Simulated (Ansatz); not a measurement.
**Relative energies of TaN2H4ClO isomers**

2 of its isomers, all singlets with charge 0: A = `[NH2][Ta]([NH2])(=[O])[Cl]`; B = `[NH]=[Ta]([NH2])([OH])[Cl]`.

Shapes, held fixed at every level: PBE0-D4/def2-TZVP. Flexible molecules stand in one conformer, not always the lowest. Programs: Ansatz 0.2.0.

Electronic energies in kJ/mol, without zero-point or thermal terms.

```csv
level,kind,B − A
B3LYP-D4/def2-TZVPP,global hybrid,+54.6
r2SCAN0-D4/def2-TZVPP,global hybrid,+52.7
wB97M-V/def2-TZVPP,range-separated hybrid,+52.2
MP2/def2-SVP,perturbation theory,+63.3
CCSD/def2-SVP,coupled cluster or CI,+50.1
CCSD/def2-TZVPP,coupled cluster or CI,+49.7
CCSD(T)/def2-TZVPP,coupled cluster or CI,+53.0
```

The highest level, CCSD(T)/def2-TZVPP, puts A lowest of these. All levels agree on that. The B − A difference spans +49.7 to +63.3 kJ/mol over the levels. For atoms past krypton def2 sets carry core potentials with scalar relativity. Correlated rows may include outer-core shells of Ta, which these sets cover unevenly.

Moving a proton from an amide nitrogen to the oxo ligand turns A into B, and every level makes this clearly uphill. Both isomers are formally d0 Ta(V), so the preference reflects the ligands rather than a change of oxidation state. B gains a strong O–H bond, but this evidently doesn't repay the loss of the tantalum–oxo multiple bond, even with a tantalum–imido bond formed in its place. That fits the marked oxophilicity of the early transition metals and the basicity of their imido ligands.

The three hybrids lie close to CCSD(T), whereas MP2 exaggerates the gap. CCSD barely changes between the two basis sets, so the MP2 excess probably comes from its low-order treatment of correlation in the metal–ligand π bonds rather than from the smaller basis. Triples shift the CCSD result modestly towards A without affecting the order. The energies support a thermodynamic preference for the oxo bis(amide) over this imido hydroxide as isolated molecules, but say nothing about the barrier to proton transfer between them.
